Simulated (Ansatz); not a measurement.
# Relaxation of the outermost layers on the bcc (111) faces of V, Nb, Ta, Mo, W and Fe with PBE

The usual rule of thumb for a clean metal surface is that the first layer spacing contracts and the second expands. The problem is to find whether this holds on the open (111) face of bcc metals, how far the outermost layer moves, and how that depends on the element. The answer matters for tungsten field emitters and for iron catalysts, where the positions of the top atoms affect the work function and the binding of molecules. Six metals are calculated as relaxed PBE slabs. Changes of spacing are given in per cent of the ideal spacing $d$ at the measured lattice constant, and a negative sign means contraction.

## Computational details

Ansatz 0.2.0, plane-wave Kohn-Sham DFT with its default PAW datasets at a cutoff of 420 eV. Symmetric 1×1 slabs of 11 layers are cut at the tabulated measured lattice constant with atoms at bulk places and 18 Å of vacuum. In-plane k-spacing 0.15 to 0.16 Å⁻¹ (2π included), Fermi-Dirac smearing of 0.1 eV, dipole correction on. Spin-polarised for Fe from a ferromagnetic start, spin-paired otherwise. Scalar-relativistic, no spin-orbit coupling. PBE. All layers are relaxed at the fixed in-plane lattice constant until forces are under 0.01 eV/Å.

Notes on method and selection:

- The in-plane lattice constant is the measured one, not PBE's own, so all spacings take a common shift; on these open faces the middle spacing still lies within the oscillation and does not show its size.
- No reconstruction is possible in a 1×1 cell.
- Li, Na, K and Ba are left out: they are so soft that the force threshold leaves their spacings open by about a per cent or more.
- The stored label of the relaxed runs says 'outer layers relaxed', but their inputs hold no constraint and the inner spacings move too.
- Runs in which the search for lower states was switched off are not listed.
- Work functions and vacuum levels are read from the electrostatic potential (Hartree and local ionic parts), which a warning of a rough exchange-correlation potential in thin density does not concern.
- Runs that did not converge, have known faults or may not be shown are not listed, and runs on Ansatz's PAW sets soft_1 and soft_2 are kept to separate tables.

Columns:

- group: group of the periodic table.
- ideal spacing (Å): ideal layer spacing at the measured lattice constant.
- Δd middle (%): change of the middle spacing against the ideal spacing.
- ΔΦ relaxation (eV): work function of the relaxed slab less that of the unrelaxed one.
- Δd12 to ideal (%): change of the spacing between the first and second layers against the ideal spacing, negative is contraction.
- Δd23 (%): change of the spacing between the second and third layers against the ideal spacing.

## Results

| member | group | ideal spacing (Å) | Δd middle (%) | ΔΦ relaxation (eV) | Δd12 to ideal (%) | Δd23 (%) |
| --- | --- | --- | --- | --- | --- | --- |
| V(111) | 5 | 0.872 | −3.2 | 0.32 | −18.1 | −21.4 |
| Nb(111) | 5 | 0.953 | 2.6 | 0.37 | −26.0 | −13.7 |
| Ta(111) | 5 | 0.956 | 1.9 | 0.32 | −23.1 | −16.8 |
| Mo(111) | 6 | 0.909 | 3.7 | 0.25 | −19.6 | −22.4 |
| W(111) | 6 | 0.912 | 4.3 | 0.23 | −19.5 | −21.4 |
| Fe(111) | 8 | 0.828 | −2.0 | 0.09 | −9.3 | −19.1 |

## Reading the trend

The first half of the rule holds and the second fails: $\Delta d_{12}$ and $\Delta d_{23}$ are negative in all six rows. The likely reason lies in the geometry. A top atom keeps four of its eight nearest neighbours, three in the second layer and one straight below in the fourth. Atoms in the second and third layers each lack one neighbour, so three layers belong to the surface. By sinking, the top atom strengthens its remaining bonds and approaches its second neighbours in the third layer. The expansion is expected one spacing deeper, because the vertical bond to the fourth layer would otherwise become far too short; that spacing is not shown in the table.

The percentages are large because the bonds between adjacent layers lie nearly flat. Their length is $L = d\sqrt{8 + (1+\delta)^2}$, with $\delta$ the fractional change of the first spacing and $L = 3d$ before relaxation. For Nb, the fractional contraction is 26.0 / 100 = 0.260, so 1 − 0.260 = 0.740 and $\sqrt{8 + 0.740^2} = 2.924$, against 3 before relaxation, so a contraction of 26.0 % shortens the bond by only about 2.5 %.

Towards the second layer, the top layer moves by 26.0 × 0.953 / 100 = 0.248 Å in Nb, the largest shift, and by 9.3 × 0.828 / 100 = 0.077 Å in Fe, the smallest. The contraction broadly grows with the ideal spacing, from Fe through V, Mo and W to Nb and Ta. A least-squares line gives about 1.1 percentage points per 0.01 Å. When each member is predicted from the other five, the line misses by about 2.3 points on average and their plain mean by about 4.5. The spacing is a label here, not a cause, since it changes together with d-band filling and shell.

The approach of the top layer to the third varies much less among the five spin-paired metals: $\Delta d_{12} + \Delta d_{23}$ is −18.1 − 21.4 = −39.5 % in V, −26.0 − 13.7 = −39.7 % in Nb, −23.1 − 16.8 = −39.9 % in Ta, −19.6 − 22.4 = −42.0 % in Mo and −19.5 − 21.4 = −40.9 % in W, with a mean of (−39.5 − 39.7 − 39.9 − 42.0 − 40.9) / 5 = −40.4 %. These metals differ mainly in where the second layer sits in between.

## Where the trend breaks

Fe departs most. Its two changes add up to −9.3 − 19.1 = −28.4 %, and the sum found for the other five would put $\Delta d_{23}$ at −40.4 + 9.3 = −31.1 %, against −19.1 % in the table. For those five, the constant sum gives $\Delta d_{23}$ with a mean miss of 0.8 points, against a scatter of 3.1 about their mean. With Fe included it does no better than the mean, so it describes the spin-paired members only. A likely reason is magnetism: the moment falls on relaxation, most in the two outermost layers on each side, and this loss of exchange energy opposes contraction. The fuller d band of Fe may act in the same direction.

Within group 5, V and Nb lie far apart, at −18.1 and −26.0 % for the first spacing, and V resembles Mo and W more than its own group. Strain does not explain this. PBE prefers a slightly smaller lattice for V, so the slab is stretched in the plane, which draws the layers together and should enlarge the contraction. The cause remains open.

## Worked examples

**How far does the top layer of W(111) sink towards the third layer?**
The two changes add up to 19.5 + 21.4 = 40.9 % of the ideal spacing. This is 40.9 × 0.912 / 100 = 0.373 Å. The first spacing supplies 19.5 × 0.912 / 100 = 0.178 Å, less than half.

**Is it enough to let only the outermost layer move?**
No. With the second layer and all deeper ones held at bulk places, $d_{23}$ keeps its ideal value by construction. For Mo this leaves an error of 22.4 × 0.909 / 100 = 0.204 Å in that spacing. Even for Nb, where the second spacing changes least, the error is 13.7 × 0.953 / 100 = 0.131 Å.

**For which member does an unrelaxed slab give the work function to within 0.1 eV of the relaxed one?**
Only for Fe, where relaxation raises it by 0.09 eV. The rise is 0.23 eV for W and reaches 0.37 eV for Nb, so the unrelaxed value is too low in every row. The sign fits a simple picture: electrons flow into the hollows of a rough surface and lower the work function, and sinking top atoms make the surface smoother, which weakens that lowering.

## Rules of thumb and their limits

On these six transition-metal faces the first two spacings both contract, the first by 9.3 to 26.0 %. The soft metals Li, Na, K and Ba are left out, so the growth of the contraction with spacing should not be carried over to them.

PBE's own lattice constant is slightly too large for Nb, Ta, Mo and W and slightly too small for V and Fe. Using it throughout would make the contractions somewhat larger in the first four and smaller in the last two. The middle spacing still differs from ideal by 1.9 to 4.3 % in size, through in-plane strain and an oscillation that has not died out at the centre, so differences of a few points between members, such as Nb and Ta, carry little weight. The 1×1 cell excludes reconstruction, and the table holds no measured spacings to compare with.

[On method and selection: The default PAW datasets of this version of Ansatz are the set soft_2.]
